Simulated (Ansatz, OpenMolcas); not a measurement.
# P2H2 (SMILES [H]/P=P/[H]): methods side by side

P2H2 has 4 atoms, charge 0, and is taken as a singlet. As SMILES, `[H]/P=P/[H]`. Geometry: relaxed at GFN2-xTB.

```xyz
4

P    -0.0244   -1.0036    0.0883
P     0.0244    1.0035   -0.0883
H     1.0373   -1.0676    1.0033
H    -1.0373    1.0677   -1.0034
```

Quantity: the energy change with the P2–H4 bond stretched from 1.403 to 2.806 Å, in eV. The values are calculated.

| level | kind | program | value (eV) | less FCI/STO-3G |
| --- | --- | --- | --- | --- |
| HF/STO-3G (restricted) | Hartree–Fock | Ansatz | 7.35 | +3.59 |
| revPBE/STO-3G (restricted) | GGA | Ansatz | 4.70 | +0.94 |
| r2SCAN/STO-3G (restricted) | meta-GGA | Ansatz | 5.14 | +1.38 |
| BHLYP/STO-3G (restricted) | global hybrid | Ansatz | 6.16 | +2.40 |
| r2SCAN0/STO-3G (restricted) | hybrid meta-GGA | Ansatz | 5.77 | +2.01 |
| wB97M-V/STO-3G (restricted) | range-separated hybrid | Ansatz | 5.96 | +2.20 |
| RPA@PBE/STO-3G (restricted) | RPA | Ansatz | 4.49 | +0.73 |
| MP2/STO-3G (restricted) | perturbation theory | Ansatz | 5.04 | +1.28 |
| CISD/STO-3G (restricted) | coupled cluster or CI | OpenMolcas | 4.76 | +1.00 |
| FCI/STO-3G | exact in the basis | OpenMolcas | 3.76 | 0.00 |

FCI/STO-3G is exact within its basis and frozen core, so for wave-function methods in that basis the difference is their error; functionals converge differently with the basis, so for them it is only a difference. A spin-restricted reference rises too steeply as a bond breaks; here HF/STO-3G, revPBE/STO-3G, r2SCAN/STO-3G, BHLYP/STO-3G, r2SCAN0/STO-3G, wB97M-V/STO-3G, RPA@PBE/STO-3G, MP2/STO-3G, CISD/STO-3G lie well above the multireference or unrestricted value. The first shape isn't each level's own minimum. The values span 3.76 to 7.35 eV. All rows use very small basis sets, so none should be taken for the real molecule's value.

Stretching the P–H bond separates the methods mainly by how they treat left-right correlation. As the σ and σ* orbitals approach each other in energy, the singlet needs both the σ² and σ*² configurations. A single closed-shell determinant instead keeps too much ionic character, which makes Hartree–Fock the highest value at 7.35 eV. Semilocal exchange partly mimics the missing correlation through its localised hole, and exact exchange removes that help. The rise from r2SCAN (5.14 eV) to r2SCAN0 (5.77 eV) shows this most directly.

CISD contains the crucial σ² → σ*² excitation yet remains 1.00 eV above FCI. The probable reason is that it lacks the higher excitations needed to correlate the other electrons at the same time as the breaking bond. RPA comes closest to FCI, but this may partly reflect error cancellation and doesn't establish that it describes the separated radicals correctly. With only one stretched geometry, the results give neither the shape of the curve nor the dissociation limit.
